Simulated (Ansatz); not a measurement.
**Errors in the atomisation enthalpy at 298 K**

8 molecules with two or more fluorines; the atomisation enthalpy at 298 K in kJ/mol, computed less measured. Shapes, held fixed at every level: PBE0-D4/def2-TZVP. Flexible molecules stand in one conformer, not always the lowest. Thermal terms are harmonic and unscaled (PBE0-D4/def2-TZVP); the spin-orbit lowering of the free atoms is taken from their spectra. Programs: Ansatz 0.2.0. Measured values: Active Thermochemical Tables, CRC Handbook of Chemistry and Physics, NIST-JANAF tables.

Levels: A = HF/def2-TZVPP; B = SPW92/def2-TZVPP; C = BHLYP-D4/def2-TZVPP.

```tsv
molecule	from tabulated heats	A	B	C
SOF2 (thionyl fluoride)	1229	-630	+448	-131
NF3 (nitrogen trifluoride)	843	-702	+443	-163
CF4 (tetrafluoromethane)	1968	-686	+507	-162
SiH2F2 (SMILES F[SiH2]F)	1836	-461	+198	-90
C2Br2F4 (1,2-dibromotetrafluoroethane)	2764	-1074	+783	-222
C2Cl3F3 (1,1,2-trichlorotrifluoroethane)	2753	-1054	+745	-227
C2H4F2 (1,2-difluoroethane)	2915	-832	+493	-117
Si(SiF3)F3 (hexafluorodisilane)	3760	-1010	+522	-258
```

Question: Sum up the errors.

Answer: 
```json
{"level": "HF/def2-TZVPP", "kind": "Hartree–Fock", "mean error": "-806.1", "mean absolute error": "806.1", "worst case": "C2Br2F4"}
{"level": "SPW92/def2-TZVPP", "kind": "LDA", "mean error": "+517.4", "mean absolute error": "517.4", "worst case": "C2Br2F4"}
{"level": "BHLYP-D4/def2-TZVPP", "kind": "global hybrid", "mean error": "-171.2", "mean absolute error": "171.2", "worst case": "Si(SiF3)F3"}
```

On this set BHLYP-D4/def2-TZVPP has the smallest mean absolute error and HF/def2-TZVPP the largest. HF/def2-TZVPP is too low in 8 of 8; SPW92/def2-TZVPP is too high in 8 of 8; BHLYP-D4/def2-TZVPP is too low in 8 of 8. The heats of NF3, C2Cl3F3, Si(SiF3)F3 come from older tables and can be uncertain by 10 kJ/mol or more. The molecules' own spin-orbit binding is left out, so errors for heavy halides read too negative. The tabulated values of SOF2, SiH2F2, C2Br2F4 are in doubt (older tables, estimates, or at odds with other calculations) and kept here. Over the 5 molecules whose values aren't doubted the mean absolute errors are A 856.8; B 542.0; C 185.4. Hartree–Fock lacks correlation and underbinds. Relativity is left out for Br. The set is small.

The Hartree–Fock deficit is most telling in NF3, where -702 of 843 kJ/mol is missing, so most of the binding there comes from correlation. CF4 has a similar absolute error but a far larger atomisation enthalpy. Pairing electrons in bonds adds correlation that the separated atoms lack, and the compact fluorine lone pairs next to the nitrogen lone pair make the N–F bonds especially dependent on it.

The local density approximation errs the other way because it describes the strongly inhomogeneous free atoms worse than the molecules. Its error isn't set by bond count alone: C2Cl3F3 and Si(SiF3)F3 each have seven bonds, yet the errors are +745 and +522, probably reflecting the more ionic Si–F bonds. In BHLYP, the large share of exact exchange more than removes the semilocal overbinding, leaving a deficit throughout. Such one-sided errors should partly cancel in reactions that conserve bond types, so these figures don't measure accuracy for reaction enthalpies.
